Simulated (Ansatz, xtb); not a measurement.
## Relative energy of two isomers of C5H6FNSi

Structure X: `N#CCCC#C[SiH2]F`, a singlet. Structure Y: `C=C/C(=C/C#N)[SiH2]F`, a singlet. Both are isolated molecules in the gas phase, relaxed with B3LYP-D3(BJ)/def2-SVP; the shapes shown needn't be the lowest conformers.

X (Å):

```
atom    x (Å)    y (Å)    z (Å)
   C   2.6437  -1.0906   2.2307
   C   1.8293  -0.1554   1.4551
   C   0.3226  -0.5012   1.5263
   C  -0.4843   0.4334   0.7524
   C  -1.1373   1.2281   0.0982
   F  -1.1148   3.4948  -1.5618
   N   3.2691  -1.8423   2.8513
  Si  -2.1212   2.4133  -0.8788
   H   2.0007   0.8651   1.8327
   H   2.1706  -0.1686   0.4078
   H   0.1625  -1.5274   1.1551
   H  -0.0072  -0.4948   2.5788
   H  -2.8392   1.7044  -1.9660
   H  -3.0551   3.1512   0.0064
```

Y (Å):

```yaml
atoms:
  - { symbol: C, position_ang: [0.9101, -1.8237, -1.5794] }
  - { symbol: C, position_ang: [0.9283, -0.5069, -1.8506] }
  - { symbol: C, position_ang: [-0.1038, 0.4643, -1.4854] }
  - { symbol: C, position_ang: [0.1116, 1.7747, -1.7883] }
  - { symbol: C, position_ang: [-0.8048, 2.8352, -1.5224] }
  - { symbol: F, position_ang: [-1.5030, -1.3406, 0.2650] }
  - { symbol: N, position_ang: [-1.5430, 3.7113, -1.3242] }
  - { symbol: Si, position_ang: [-1.7565, -0.0632, -0.7235] }
  - { symbol: H, position_ang: [1.7312, -2.4673, -1.9036] }
  - { symbol: H, position_ang: [0.1009, -2.2922, -1.0161] }
  - { symbol: H, position_ang: [1.7874, -0.0951, -2.3954] }
  - { symbol: H, position_ang: [1.0417, 2.0789, -2.2843] }
  - { symbol: H, position_ang: [-2.3224, 1.0374, 0.0855] }
  - { symbol: H, position_ang: [-2.6826, -0.5125, -1.7939] }
```

Quicker runs give these differences E(Y) − E(X): GFN2-xTB −1.2 kcal/mol; HF/STO-3G +11.2 kcal/mol (at GFN2-xTB geometries); r2SCAN-D4/def2-SVP −10.2 kcal/mol (at GFN2-xTB geometries).

Task: Estimate which is lower in electronic energy at CCSD(T)/def2-SVP + ΔMP2/def2-TZVPP, and by roughly how much.

Result: The CCSD(T)/def2-SVP + ΔMP2/def2-TZVPP calculation puts structure Y lower, by 4.6 kcal/mol.

How the difference moves with the method:

```
                             level               geometry  E(Y) − E(X) (kcal/mol)  departure from the last row (kcal/mol)  job, with rough time for the two
                          GFN2-xTB               GFN2-xTB                      −1.2                                    +3.4              optimisation, 0.28 s
                         HF/STO-3G               GFN2-xTB                     +11.2                                   +15.8              single point, 0.42 s
                r2SCAN-D4/def2-SVP               GFN2-xTB                     −10.2                                    −5.6               single point, 4.3 s
             B3LYP-D3(BJ)/def2-SVP  B3LYP-D3(BJ)/def2-SVP                     −10.9                                    −6.3                optimisation, 62 s
                       HF/def2-SVP  B3LYP-D3(BJ)/def2-SVP                      −0.9                                    +3.8           part of the CCSD(T) run
                      MP2/def2-SVP  B3LYP-D3(BJ)/def2-SVP                      −3.1                                    +1.6           part of the CCSD(T) run
                  CCSD(T)/def2-SVP  B3LYP-D3(BJ)/def2-SVP                      −6.2                                    −1.5                      single point
CCSD(T)/def2-SVP + ΔMP2/def2-TZVPP  B3LYP-D3(BJ)/def2-SVP                      −4.6                                                     single point, 1.8 min
```

As drawn, Y has 2 C=C in place of 1 C–C, 1 C≡C.

HF/STO-3G puts the two in the other order. The largest departure from CCSD(T)/def2-SVP + ΔMP2/def2-TZVPP is that of HF/STO-3G, 15.8 kcal/mol. A small imaginary or near-zero mode remains, so no thermal terms are given. The last row adds to CCSD(T) the change of the MP2 difference between the two basis sets, here +1.5 kcal/mol.

The correlated steps freeze 12 core orbitals. Programs: Ansatz 0.2.0, xtb 6.7.1; the last row on 4 threads of Arm Neoverse V1 on a shared host.

Y is the lower isomer, by a modest margin. Both molecules have the same number of π bonds, but they are arranged differently. In X the alkyne and nitrile are separated by two saturated carbons, whereas in Y the vinyl group, the substituted C=C and the nitrile form one conjugated framework. Trading an alkyne's second π bond and a C–C single bond for two alkenes is normally favourable, and conjugation adds to the gain. The silyl group probably offsets part of this, since an electropositive silicon is well accommodated on an sp carbon.

With the same basis and geometries, the preference grows from −0.9 kcal/mol in Hartree–Fock to −6.2 kcal/mol in CCSD(T), so most of it comes from electron correlation, probably because correlation favours the delocalised π system. The ordering is better supported than the exact gap, and the gap can't be read as a conjugation energy, because the position of the silyl group on the carbon chain and the hybridisation at the silicon-bearing carbon change too. Nothing here bears on the barrier to interconversion.
